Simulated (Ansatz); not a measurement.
A van 't Hoff estimate for BH(CH3)2(OH2) ⇌ B(CH3)2(OH) + H2

Species: BH(CH3)2(OH2), singlet; B(CH3)2(OH), singlet; H2 (hydrogen), singlet. This is a balance of energies; it says nothing on the path, which may need atoms to shift.

The electronic reaction energy at CCSD(T)/CBS estimate is -93.8 kJ/mol. Shapes: PBE0-D4/def2-TZVP. Flexible molecules stand in one conformer, not always the lowest. Programs: Ansatz 0.2.0. Enthalpy and entropy come from rigid-rotor, harmonic-oscillator sums on unscaled PBE0-D4/def2-TZVP wavenumbers, ideal gases at 1 bar; R ln 2 is added for the mirror twin of the chiral shape of BH(CH3)2(OH2). Symmetry numbers: BH(CH3)2(OH2) 1, B(CH3)2(OH) 1, H2 2. R = 8.3145 J/(mol K).

```
T (K)  ΔH (kJ/mol)  ΔS (J/(mol K))
  800       -111.9          +116.3
 1100       -113.2          +115.0
 1400            ?               ?
```

Q: Work out ln K at 800 and 1100 K, and from these estimate it at 1400 K.

A: 
1. 800 K: ΔG = -111.9 − 800 × (+116.3)/1000 = -204.9 kJ/mol; ln K = −ΔG/RT = +30.80.
2. 1100 K: ΔG = -113.2 − 1100 × (+115.0)/1000 = -239.7 kJ/mol; ln K = −ΔG/RT = +26.21.
3. Slope against 1000/T: (+26.21 − (+30.80))/(0.9091 − 1.2500) = +13.46, that is −ΔH/R with ΔH near -112 kJ/mol.
4. 1400 K: ln K = +30.80 + (+13.46) × (0.7143 − 1.2500) = +23.59.

The full sums give ΔH = -115.4 kJ/mol, ΔS = +113.2 J/(mol K), ΔG = -273.9 kJ/mol and ln K = +23.53 at 1400 K, so the line is off by +0.06 in ln K; without rounding the miss is +0.04, from the change of ΔH with temperature. The products are favoured over this whole range. The number of molecules rises, which sets the sign of ΔS, and lower pressure favours the products. An error of 10 kJ/mol in the energy moves ln K by 0.9 at 1400 K. Soft modes are treated as harmonic, which can err either way at these temperatures; the lowest are those of BH(CH3)2(OH2) (85 cm⁻¹), B(CH3)2(OH) (66 cm⁻¹). Other conformers aren't counted. The CBS estimate extrapolates MP2 from def2-TZVPP and def2-QZVPP and adds CCSD(T) − MP2 in the triple-zeta set, cores frozen; for H2 it overshoots the exact energy by about 1 mEh.

Hydrogen release is favoured by both enthalpy and entropy, so heating doesn't reverse its sign under standard conditions. ln K nevertheless falls from +30.80 to +23.53, because the reaction is exothermic, even as ΔG becomes more negative. The driving force probably lies mainly in the boron–oxygen bond: a dative bond from water becomes a covalent B–O bond, strengthened by donation from an oxygen lone pair into the empty boron p orbital. Hydridic B–H and protic O–H hydrogens supply the H2. The entropy gain comes chiefly from the translational freedom of the second product molecule.

The slight steepening of the van 't Hoff curve fits a loss of heat capacity, as vibrations of the adduct become translations and rotations, which hold less heat per mode once the vibrations are thermally excited. The large K doesn't show that the adduct would persist long enough to react this way, since dissociation into dimethylborane and water is a competing channel outside this balance.
